## Question

The molecule Al₂H is linear here, with the atoms in the order Al–Al–H. Seven valence electrons are correlated. They can form a doublet, with one unpaired electron, or a quartet, with three. The table compares the energy needed to go from the doublet to the quartet at fixed atoms, as several levels of theory give it, with the value from CCSDT(Q).

Errors in the vertical gap (quartet minus doublet) of neutral Al₂H, computed with Ansatz 0.2.0 and the separate AFQMC program afq 1. All levels use the cc-pVTZ basis, frozen cores and a fixed PBE0/def2-TZVP geometry, and the reference determinant is UHF for both states.

| level | this level less the reference (CCSDT(Q), same basis) (meV) | statistical noise, one standard error (meV) |
| --- | --- | --- |
| HF | -279.00 | 0.00 |
| MP2 | -86.00 | 0.00 |
| CCSD | 63.00 | 0.00 |
| CCSD(T) | 17.00 | 0.00 |
| CCSDT | 8.00 | 0.00 |
| ph-AFQMC/HF | 88.00 | 30.00 |
| ph-AFQMC/CISD | 17.00 | 6.00 |
| released AFQMC | 6.00 | 5.00 |

Two further results belong to the doublet. Its total energy lies above the CCSDT(Q) value by 4161 meV in HF, 1097 meV in MP2, 227 meV in CCSD, 55 meV in CCSD(T) and 11 meV in CCSDT. For AFQMC the excess is 131 ± 21 meV with the HF trial, 34 ± 4 meV with the CISD trial and 15 ± 3 meV after release. In MP2, its pairs of electrons with opposite spin contribute about 2.7 eV of correlation energy, and its pairs with equal spin about 0.39 eV.

(a) Why does Hartree–Fock (HF) make the gap too small? Estimate how much of this MP2 should repair.

(b) Suppose that a level misses the same fraction of the correlation energy in both states. What gap errors follow, and where does the table depart from them?

(c) What do the three AFQMC rows add?

## Model answer

**(a)** A gap error is a difference between two errors. Let $D$ be the energy that a level misses in the doublet, and $Q$ the energy that it misses in the quartet, both counted from CCSDT(Q). Then

$$
\text{gap error} = Q - D .
$$

A level can therefore be poor for both states and still give a good gap, provided that it fails them equally.

HF is the limiting case in which all correlation is left out. Each electron then moves in the average field of the others. Electrons of equal spin nevertheless keep apart, because the Pauli principle is built into the determinant. Electrons of opposite spin do not, so they gain most when correlation is added.

The two states differ in how many such pairs they hold. The doublet has four electrons of one spin and three of the other, which makes $4\times3=12$ opposite-spin pairs and 9 equal-spin pairs. The quartet has five and two, which makes 10 and 11. Going to the quartet turns two strongly correlated pairs into weakly correlated ones. HF thus misses more in the doublet, places it too high relative to the quartet, and gives a gap of 0.585 eV in place of 0.864 eV.

The size follows roughly if every pair of one kind is given the doublet's mean pair energy:

$$
2\left(\frac{2.7}{12}-\frac{0.39}{9}\right)\ \text{eV}\approx 0.36\ \text{eV}.
$$

This is the amount by which MP2 should widen the HF gap. In the table the gap widens by 193 meV, from an error of −279 to one of −86 meV. Nothing was fitted, and the estimate has the right direction but is nearly twice too large. It keeps the pair energies fixed while the orbitals change, and it takes the pairs touched by the promotion to be average ones. Either may be the reason, and the numbers here do not separate them. It also treats two electrons that share an orbital like two that sit in different ones, but this does not explain the excess. The doublet has three shared orbitals and the quartet at most two, and electrons that share an orbital usually correlate most strongly, so this neglect by itself would make the estimate too small.

**(b)** If a level misses the fraction $f$ of the correlation energy in both states, both $Q$ and $D$ shrink from their HF values by the factor $f$. Their difference does the same:

$$
\text{gap error} = f\times(-279\ \text{meV}).
$$

The HF row is the input of this rule and does not test it. At the other limit, $f=0$, the error vanishes. Between the limits it should fade without ever changing sign.

MP2 fits this picture. It misses 1097 of the 4161 meV that HF misses in the doublet. That is 26% of the correlation energy, so the rule gives −74 meV, against −86 meV in the table. MP2 leaves out a large amount of energy, but it does so almost evenly in the two states. Its gap is much better than its total energies for that reason.

CCSD breaks the rule. It misses only about 5% of the doublet's correlation energy, and the rule predicts −15 meV, yet the table has +63 meV. The sign has changed, so CCSD must miss more in the quartet than in the doublet. Adding the gap error to the doublet's error of 227 meV gives 290 meV for the quartet, provided that the same doublet calculation enters both numbers. The rows below CCSD depart in the same direction. The rule gives them errors between −9 and −1 meV, while the table has positive ones throughout, though the released walk's 6 ± 5 meV is too noisy to count against it.

The change of sign marks a change in what is left out. CCSD treats the correlated motion of pairs well, and with it the imbalance that spoils HF. What remains is mainly the joint motion of three electrons, the connected triples. The next row supports this: the perturbative triples of CCSD(T) remove about three quarters of the doublet's remaining error and bring the gap error down to 17 meV. With full triples, in CCSDT, it is 8 meV.

This also puts the success of the rule for MP2 in another light. MP2 lacks the connected triples too. Its −86 meV can be read as the +63 meV that remains in CCSD plus −149 meV from its cruder treatment of pairs. The close agreement with the rule is therefore partly a cancellation.

The numbers thus show that the quartet depends more on the terms beyond pairs, but they do not show why. Counting, which gave the right sign for HF, fails here. The doublet has 30 groups of three electrons with mixed spins and the quartet only 25, so equal contributions from all such groups would give CCSD an error of about −38 meV, not +63 meV. One possible cause is that the quartet has other electron arrangements close in energy, which mix into its wavefunction. Another is a poor or spin-contaminated starting determinant for the quartet, whose own outputs are not at hand. Both are guesses, which an analysis of the quartet's wavefunction could test.

**(c)** AFQMC reaches the correlation energy by another route, a random walk of determinants. In its phaseless form the walk is held in check by a trial wavefunction, and an imperfect trial leaves a bias, which the quoted noise does not include. The limiting case is an exact trial, for which this bias would vanish. The quality of the trial now plays the part that the order of excitation plays in coupled cluster.

The doublet shows the effect clearly. When the single HF determinant is replaced by a CISD trial, which also contains single and double excitations, the doublet's error falls from 131 to 34 meV, a drop of 97 ± 21 meV. The gap error falls by 71 ± 31 meV, from 88 to 17 meV. This points the same way but is only a little over twice its noise.

Both phaseless rows err on the same side as CCSD, with the gap too large. The constraint therefore seems to cost the quartet more than the doublet, although each gap error is just under three times its own noise. Letting the constraint go leaves 6 ± 5 meV, which cannot be told from zero. The doublet's energy fell during the release and had not clearly levelled off at its end, so some of the bias may remain.

## Remarks on the reasoning

**The sign carries the main information.** An answer that says only that better methods give smaller errors misses the step from MP2 to CCSD. The errors there are similar in size, −86 and +63 meV, but they have different origins. In MP2, what is left of the pair imbalance outweighs the missing terms beyond pairs. In CCSD that imbalance has been largely repaired, and the missing terms beyond pairs decide.

**A good gap does not prove good total energies.** The released walk illustrates this. Its doublet energy still lies 15 ± 3 meV above CCSDT(Q), more than the error of its gap, because much of the shortfall is common to both states. Its closeness to the reference is also partly a matter of selection, since the reference was accepted only where coupled cluster and AFQMC agreed within a few tens of meV.

**The HF error is not purely a matter of counting pairs.** The doublet's HF determinant is a saddle point, so a determinant of lower energy exists, and it is slightly contaminated by higher spin. Part of the −279 meV may belong to this choice of determinant. For the same reason the doublet is not proven to be the lowest one. Between the two spins the order is clear: the doublet lies below the quartet at every level in the table. The gap is best read as the distance between the two states computed, not as proof that either is the lowest of its kind.

**The ranking holds within the model.** All correlated levels here keep the core electrons frozen, so these runs do not show what core correlation would add to the gap. In the data makers' tests on other systems it was worth 0.1 to 0.2 eV in such promotions. If it is as large in Al₂H, it outweighs every error in the table except that of HF. A level that lies within 10 meV of the reference is therefore close to CCSDT(Q) in this basis, and not necessarily that close to experiment.

**What carries over is an order of questions.** For another promotion that breaks an electron pair, first count the opposite-spin pairs in the two states. The state with more of them is the one that HF tends to place too high. Then ask which state relies more on correlation beyond pairs, because that decides the sign of the error once a method treats pairs well. In Al₂H the two questions have opposite answers, and the error changes sign between MP2 and CCSD.

The analysis program printed:

```
Energy missed against CCSDT(Q) in meV:
             row  doublet  doublet noise  quartet inferred  quartet noise
              HF     4161              0              3882              0
             MP2     1097              0              1011              0
            CCSD    226.8              0             289.8              0
         CCSD(T)     55.3              0              72.3              0
           CCSDT     10.8              0              18.8              0
     ph-AFQMC/HF    130.9           20.9             218.9          21.52
   ph-AFQMC/CISD     33.9          4.269              50.9          4.216
  released AFQMC     14.7          3.123              20.7          3.904
Rule of equal missed fraction:
             row  doublet correlation missed in percent  predicted gap error in meV  computed gap error in meV
              HF                                    100                        -279                       -279
             MP2                                  26.37                      -73.57                        -86
            CCSD                                  5.451                      -15.21                         63
         CCSD(T)                                  1.329                      -3.708                         17
           CCSDT                                 0.2596                     -0.7242                          8
     ph-AFQMC/HF                                  3.146                      -8.778                         88
   ph-AFQMC/CISD                                 0.8148                      -2.273                         17
  released AFQMC                                 0.3533                     -0.9857                          6
HF gap in eV: 0.585
HF gap error in percent of the reference gap: -32.29
CCSD gap error in percent of the reference gap: 7.292
Rise of the gap from HF to MP2 by mean pair energies in meV: 360.1
Rise of the gap from HF to MP2 in the table in meV: 193
Pair estimate divided by table value: 1.866
CCSD gap error if mixed-spin triples counted equally in meV: -37.8
Change of the gap from CCSD to CCSD(T) in meV: -46
Share of the CCSD doublet error removed by (T) in percent: 75.62
Fall of the AFQMC gap error with the better trial in meV: 71
Noise of that fall in meV: 30.59
Fall of the AFQMC doublet error with the better trial in meV: 97
Noise of that doublet fall in meV: 21.33
```
